C, P and T on Dirac bilinears, and the quantum numbers of positronium

Parity P (x → −x), charge conjugation C (particle ↔ antiparticle) and time reversal T leave quantum electrodynamics (QED) unchanged. They play the part that crystal symmetry plays for band-to-band transitions: they fix which matrix elements vanish before any integral is done. Below, their action on the electron field is derived, then the labels of an electron-positron pair, then the consequences for the n = 2 P levels of positronium (Ps), the hydrogen-like e⁻e⁺ atom.

1. Premises and conventions

Units ħ = c = 1 in the algebra; metric (+,−,−,−); px = Et − p·x; σ^k are the Pauli matrices; ᵀ is transpose, * complex conjugate, † adjoint. Dirac representation, in 2×2 blocks:
γ⁰ = [[1,0],[0,−1]], γ^k = [[0,σ^k],[−σ^k,0]], γ⁵ = iγ⁰γ¹γ²γ³ = [[0,1],[1,0]], σ^μν = (i/2)[γ^μ,γ^ν], ψ̄ = ψ†γ⁰.
Different γ^μ anticommute, (γ⁰)² = 1, (γ^k)² = −1, and γ⁵ anticommutes with all four. By inspection γ⁰, γ¹, γ³ are real and γ² is imaginary; γ⁰, γ² are symmetric and γ¹, γ³ antisymmetric. Only multiples of the unit matrix commute with all four γ^μ, so each transformation matrix found below is unique up to a phase.

Premise (a): the field obeys (iγ^μ∂_μ − qγ^μA_μ − m)ψ = 0, and the interaction is q ψ̄γ^μψ A_μ.
Premise (b): the free field is
ψ(x) = Σ_s ∫ d³p/((2π)³√(2E)) [b(p,s) u(p,s) e^(−ipx) + d†(p,s) v(p,s) e^(ipx)],
where b† creates an electron and d† a positron, and all creation operators anticommute with one another.
Premise (c): the vacuum is invariant under P, C and T, and bilinears are normal ordered.

With χ_↑ = (1,0), χ_↓ = (0,1) and η_s = −iσ²χ_s, the spinors are, as (upper, lower) halves,
u(p,s) = √(E+m) (χ_s , σ·p χ_s/(E+m)), v(p,s) = √(E+m) (σ·p η_s/(E+m) , η_s).
The label s is the spin projection in the rest frame. Hats mark operators on states; plain C and B are 4×4 matrices. The five Hermitian bilinears ψ̄Γψ are S (Γ = 1), P (iγ⁵), V (γ^μ), A (γ^μγ⁵) and T (σ^μν).

2. Parity

Try P̂ψ(t,x)P̂⁻¹ = Mψ(t,−x). In the free equation the reflected argument reverses each ∂_k, so Mψ(t,−x) is a solution if M⁻¹γ⁰M = γ⁰ and M⁻¹γ^kM = −γ^k. Hence M = ζγ⁰ with |ζ| = 1. The adjoint goes to ζ*ψ†γ⁰γ⁰ = ζ*ψ̄γ⁰, so the phase cancels:
ψ̄Γψ(t,x) → ψ̄ γ⁰Γγ⁰ ψ(t,−x).
Moving γ⁰ through Γ costs a minus sign for every γ^k and every γ⁵. Thus S is even, P odd; V⁰ even, V^k odd; A⁰ odd, A^k even; T^0k odd, T^jk even.

On the modes, γ⁰ reverses the lower half of a spinor. Reversing p reverses the lower half of u but the upper half of v, so
γ⁰u(p,s) = u(−p,s), γ⁰v(p,s) = −v(−p,s).
Insert this in ζγ⁰ψ(t,−x), rename p → −p so that the exponentials return to e^(∓ipx), and compare coefficients of u and v:
P̂b(p,s)P̂⁻¹ = ζ b(−p,s), P̂d†(p,s)P̂⁻¹ = −ζ d†(−p,s).
The creator b† therefore carries ζ* and d† carries −ζ. The parity of one fermion depends on a convention, but the product for a pair is −|ζ|² = −1: fermion and antifermion have opposite intrinsic parity.

3. Charge conjugation

The adjoint of the equation in (a), transposed, is (−iγ^μᵀ∂_μ − qγ^μᵀA_μ − m)ψ̄ᵀ = 0. Multiply by a matrix C with
Cγ^μᵀC⁻¹ = −γ^μ.
Then (iγ^μ∂_μ + qγ^μA_μ − m)Cψ̄ᵀ = 0: the field ψᶜ = Cψ̄ᵀ has the opposite charge. The choice C = iγ²γ⁰ works, because it anticommutes with the symmetric γ⁰, γ² and commutes with the antisymmetric γ¹, γ³. It is real, with C⁻¹ = Cᵀ = −C. Define Ĉψ(x)Ĉ⁻¹ = ξCψ̄ᵀ(x), |ξ| = 1.

For any spinor w, Cw̄ᵀ = iγ²γ⁰γ⁰w* = iγ²w*. Using σ²σ^k* = −σ^kσ², one finds iγ²u* = v, which is why η_s was so defined; since iγ² is real with square +1, also iγ²v* = u. Therefore Cψ̄ᵀ is the expansion (b) with b → d and d† → b†:
Ĉb†(p,s)Ĉ⁻¹ = ξ* d†(p,s), Ĉd†(p,s)Ĉ⁻¹ = ξ b†(p,s).

For bilinears the adjoint is needed. As iγ² is Hermitian, (ψᶜ)†γ⁰ = ψᵀiγ²γ⁰ = ψᵀC = −ψᵀC⁻¹. So ψ̄Γψ → −ψᵀC⁻¹ΓCψ̄ᵀ. Restoring the order ψ̄…ψ exchanges two fermion fields, which gives a second minus sign (the c-number left by the anticommutator is removed by normal ordering) and transposes the matrix. With Cᵀ = −C,
ψ̄Γψ → ψ̄ CΓᵀC⁻¹ ψ.
The rule is: reverse the order of the γ matrices and give each a minus sign.
S: 1 → +1.
V: γ^μ → −γ^μ.
P: γ⁵ → iγ³γ²γ¹γ⁰(−1)⁴; restoring the order takes six exchanges, so γ⁵ → +γ⁵.
A: γ^μγ⁵ → γ⁵(−γ^μ) = +γ^μγ⁵.
T: γ^μγ^ν → γ^νγ^μ, so σ^μν → −σ^μν.
Without the anticommutation sign the charge density V⁰ would be even, and C would not reverse the charge. The T line also shows that ψᶜ rotates like ψ. The rotation matrix is exp(−iωσ), with ωσ short for ω_μν σ^μν/4; ψ̄ᵀ transforms with the transposed inverse exp(+iωσᵀ), and C turns this into exp(−iωσ). So Ĉ commutes with rotations, and s on d† is an ordinary spin-½ label that couples with the same coefficients as s on b†.

4. Time reversal

A unitary operator with t → −t would turn e^(−iHt) into e^(+iHt) and send H to −H, which has no ground state. T̂ must therefore be antiunitary: T̂zT̂⁻¹ = z* for every number z. Try T̂ψ(t,x)T̂⁻¹ = Bψ(−t,x). Acting on the free equation, T̂ turns iγ^μ into −iγ^μ*, and the reversed argument flips ∂_t, so one needs
B⁻¹γ⁰*B = γ⁰, B⁻¹γ^k*B = −γ^k.
B must commute with γ⁰ and γ² and anticommute with γ¹ and γ³: B = γ¹γ³ = [[iσ²,0],[0,iσ²]], up to a phase. It is unitary and commutes with γ⁰, so ψ̄ → ψ̄B⁻¹ and
ψ̄Γψ(t,x) → ψ̄ B⁻¹Γ*B ψ(−t,x).
The rule is: each γ^k and each explicit i gives a minus sign. γ⁵ holds one i and three γ^k and is even, so iγ⁵ is odd. V and A have even time and odd space components. T^0k has one i and one γ^k and is even; T^jk is odd. On the modes, Bu(−p,↑) = −u*(p,↓) and Bu(−p,↓) = u*(p,↑): momentum and spin reverse, the particle stays a particle. Applying T̂ twice gives B*B = −1, the origin of Kramers degeneracy. An antiunitary operator supplies no multiplicative quantum number, since rephasing a state by e^(iθ) shifts its T̂ phase by −2θ.

5. Table of signs

With (−1)^μ = +1 for μ = 0 and −1 for μ = 1, 2, 3:

bilinear | P | C | T | CPT
S | + | + | + | +
P | − | + | − | +
V^μ | (−1)^μ | − | (−1)^μ | −
A^μ | −(−1)^μ | + | (−1)^μ | −
T^μν | (−1)^μ(−1)^ν | − | −(−1)^μ(−1)^ν | +

The last column is the product of the three: one minus sign per Lorentz index.

6. Photons

The interaction V^μA_μ is invariant if A^μ transforms like V^μ; the free Maxwell Lagrangian, being quadratic, accepts these signs. So ĈA^μĈ⁻¹ = −A^μ, and since A^μ is linear in the photon operators, Ĉa†Ĉ⁻¹ = −a† for every momentum and polarisation. With premise (c), a state of n photons has
C = (−1)^n.
Under P the vector potential is a polar vector. With these assignments Ĉ and P̂ commute with the full QED Hamiltonian, so their eigenvalues are conserved to all orders in α.

7. The pair

At zero total momentum the pair is
|Ψ⟩ = ∫d³p Σ φ(p) S_ss' b†(p,s) d†(−p,s') |0⟩.
A rotation turns p and acts on the rest-frame spins with the usual spin-½ matrices, so J = L + S. For orbital angular momentum L, φ(−p) = (−1)^L φ(p). The singlet (↑↓ − ↓↑)/√2 is antisymmetric and the three triplet states are symmetric: S_s's = (−1)^(S+1) S_ss'.

Parity: b†(p,s)d†(−p,s') → −b†(−p,s)d†(p,s'). Renaming p → −p supplies (−1)^L:
P = (−1)^(L+1).

Charge conjugation: b†(p,s)d†(−p,s') → d†(p,s)b†(−p,s') = −b†(−p,s')d†(p,s), the phases ξ*ξ cancelling. Renaming p → −p gives (−1)^L and s ↔ s' gives (−1)^(S+1). The three factors multiply to
C = (−1)^(L+S), and so CP = (−1)^(S+1).

For n = 2, in the notation J^PC: 2¹S₀ is 0⁻⁺, 2³S₁ is 1⁻⁻, 2¹P₁ is 1⁺⁻, and 2³P₀, 2³P₁, 2³P₂ are 0⁺⁺, 1⁺⁺, 2⁺⁺.

Sections 5 and 7 can be tested against each other. A bilinear annihilates the pair with amplitude v̄(−p,s')Γu(p,s). Here η_s'†χ_s = χ_s'ᵀiσ²χ_s is antisymmetric in s, s' and projects on the singlet, while iσ²σ^k is symmetric, so η†σχ projects on the triplet. Multiplying out the spinors of section 1:
Γ = 1: −2 η†σ·pχ. Triplet, L = 1, J = 0: ³P₀, matching S = 0⁺⁺.
Γ = γ^kγ⁵: η†[σ^k, σ·p]χ = 2i (p × η†σχ)^k. This is ³P₁, matching A^k = 1⁺⁺.
Γ = σ^jk = ε^jkl diag(σ^l,σ^l): −ε^jkl η†{σ^l, σ·p}χ = −2ε^jkl p^l η†χ. This is ¹P₁, matching T^jk = 1⁺⁻.
Γ = γ^k: (E+m) η†σ^kχ − η†σ·p σ^k σ·pχ/(E+m). Triplet and even in p, so no P level couples to it; for Γ = γ⁰ the amplitude is zero.
The level ³P₂ needs a bilinear with a derivative, as the five types reach only J ≤ 1.

8. Selection rules for the n = 2 P levels

Annihilation. 2¹P₁ has C = − and needs an odd number of photons, three at least, as one real photon cannot balance energy and momentum. The 2³P_J need an even number. For J = 1 two real photons are excluded as well (Landau-Yang theorem). Photons along ±k carry a projection 0 or ±2 on k, so only projection 0 is open, with the atom's polarisation vector ε along k. The available amplitudes are (e₁·e₂)(ε·k) and k·(e₁×e₂)(ε·k). Both change sign under e₁ ↔ e₂, k → −k, which Bose symmetry forbids. So 2³P₀ and 2³P₂ can go to two photons, while direct annihilation of 2³P₁ needs four.

One-photon transitions. Emission or absorption of one photon requires C_initial = −C_final. Thus 2¹P₁ → 1¹S₀ and 2³P_J → 1³S₁ are allowed, whereas 2³P_J → 1¹S₀ and 2¹P₁ → 1³S₁ vanish in every multipole order. Likewise microwaves drive 2³S₁ ↔ 2³P_J but not 2³S₁ ↔ 2¹P₁. Hydrogen has no such exact rule, because C maps it to antihydrogen rather than to itself.

Virtual annihilation. A pair may turn into one virtual photon and back through V^k = 1⁻⁻. This is open to 2³S₁, closed to 2¹P₁ by P, and closed to 2³P_J by both P and C.

9. Range of validity

The table needs only anticommuting spin-½ fields; its signs are independent of the γ representation. For a bilinear of two different fields, C also swaps the fields and the phases no longer cancel. C is a quantum number only for a particle with its own antiparticle.

In the interacting atom J, P and C are exact within QED, and components with extra photons or pairs share them. In the pair component CP fixes S exactly, and P fixes only whether L is even or odd: the tensor force mixes ³P₂ with the ³F₂ states of n ≥ 4, with an amplitude of order α² = 5.3×10⁻⁵, without changing J^PC.

The weak interaction contains V·A products and breaks C and P. Its dimensionless strength here is G_F m² ≈ 3×10⁻¹², with the approximate Fermi constant 1.17×10⁻⁵ GeV⁻².

External fields are C-odd. An electric field is also P-odd, hence CP-even: it mixes 2S with 2P at fixed S. A magnetic field is P-even, hence CP-odd: it mixes singlet with triplet.

Matter is not C-symmetric. When Ps probes the pores of a low-k dielectric, the positron of a triplet atom can annihilate into two photons with a wall electron of opposite spin; the counting rule applies to the pair that annihilates, not to the original atom. An exciton is not covered: a hole is not the C image of a conduction electron, and in a crystal with inversion symmetry the factor −1 of section 2 is replaced by the product of the two band-edge parities.

10. Numerical illustration

Inputs are mc² and α. With reduced mass m/2 the Bohr radius is a = 2/(mα) = 1.058 Å. The n = 2 shell is bound by mα²/16 = 1.70 eV, and the 2P radial function R = r e^(−r/2a)/√(24a⁵) gives ⟨r⟩ = 5a = 5.29 Å and ⟨r⁻³⟩ = 1/(24a³). The fine-structure unit is mα⁴ = 1449 μeV, or 350.4 GHz.

Taken as given, the spin-dependent part of the Breit Hamiltonian for L > 0 is
H = (α/m²r³)[(3/2) L·S + S₁₂/4], S₁₂ = 3(σ₋·n)(σ₊·n) − σ₋·σ₊ = 2[3(S·n)² − S²],
with n = r/r and σ₋, σ₊ the electron and positron spins. It contains no singlet-triplet term, as CP demands; in hydrogen the difference of the two spins couples to L. Both operators vanish on the singlet, and the spin-independent terms shift all four P levels equally, so H gives the triplet levels relative to 2¹P₁. The prefactor is α⟨r⁻³⟩/m² = mα⁴/192.

L·S = [J(J+1) − 4]/2 is −2, −1, +1 for J = 0, 1, 2. For S₁₂ write the state as the spin-1 vector w_b = n_a t_ab, on which (S·n)² = 1 − nnᵀ, so ⟨(S·n)²⟩ = 1 − ⟨|n·t·n|²⟩/⟨|n·t|²⟩, averaged over directions. For J = 0, t is the unit matrix, the ratio is 1 and S₁₂ = −4. For J = 1, t is antisymmetric, the ratio is 0 and S₁₂ = +2. For J = 2, t is symmetric and traceless; the averages ⟨n_a n_c⟩ = δ_ac/3 and ⟨n_a n_b n_c n_d⟩ = (δ_abδ_cd + δ_acδ_bd + δ_adδ_bc)/15 give the ratio (2/15)/(1/3) = 2/5 and S₁₂ = −2/5. Relative to 2¹P₁:

2³P₂: (3/2 − 1/10)/192 = +7/960 mα⁴ = +10.6 μeV (+2.6 GHz)
2³P₁: (−3/2 + 1/2)/192 = −1/192 mα⁴ = −7.5 μeV (−1.8 GHz)
2³P₀: (−3 − 1)/192 = −1/48 mα⁴ = −30.2 μeV (−7.3 GHz)

The mean weighted with 2J+1 is zero. The span is 40.8 μeV, equal to k_B × 0.47 K. Radiative corrections, such as the anomalous magnetic moment, are of relative order α/π = 0.23 per cent and can move the last digit of the μeV values by about one unit.

The term that the P levels escape is as large as this span. At rest v̄γ^ku = 2m η†σ^kχ; the 2m cancels the two factors 1/√(2E), and the sum over a normalised triplet has magnitude √2, so |⟨0|V^k|³S₁⟩| = √2 |φ(0)|, φ(0) being the wave function at r = 0. Give the atom (mass M = 2m) a small momentum k, take its polarisation transverse to k, and set ω = |k|; recoil energy is dropped. The photon normalisation gives 1/(2ω). The intermediate state is either the photon alone, denominator M − ω, or the photon with both the old and the new pair, denominator −(M + ω). Second-order perturbation theory gives
ΔE = 2e²|φ(0)|² (1/2ω)[1/(M−ω) − 1/(M+ω)] = 2e²|φ(0)|²/(M² − ω²) → 2πα|φ(0)|²/m²
for ω → 0 and e² = 4πα; rotational symmetry at rest extends it to all three polarisations. With |φ(0)|² = 1/(8πa³) for 2S, ΔE = mα⁴/32 = 45 μeV (11 GHz), upward, for 2³S₁, and exactly zero for the four P levels. Its radiative corrections are typically about one per cent, hence two digits.

Each P level decays to n = 1 with ω = 3mα²/16 = 5.10 eV (243 nm). The dipole rate (4/3)αω³|⟨1S|z|2P, m_L = 0⟩|², with squared matrix element (2¹⁵/3¹⁰)a², is Γ = (2/3)⁸α⁵m/2 = 0.21 μeV, a lifetime of 3.2 ns. The levels are well resolved, and C sends singlet to singlet and triplet to triplet.

A magnetic field along z adds μ_B B(σ₋z − σ₊z), with g = 2 and μ_B = 57.9 μeV/T; for an atom at rest the orbital moments of the two particles cancel. The operator turns the singlet into the triplet of projection 0 with element 2μ_B B, and that spin state has amplitude 1/√2 in 2³P₁ with m_J = ±1. For an illustrative 10 mT the coupling is √2 μ_B B = 0.82 μeV, the first-order admixture of 2¹P₁ is 0.82/7.5 = 0.11 in amplitude, and its square is 0.012. As both levels have the same dipole rate, this first-order model sends a fraction 0.012 of those 2³P₁ atoms to 1¹S₀ by one photon, a decay that is strictly forbidden at zero field.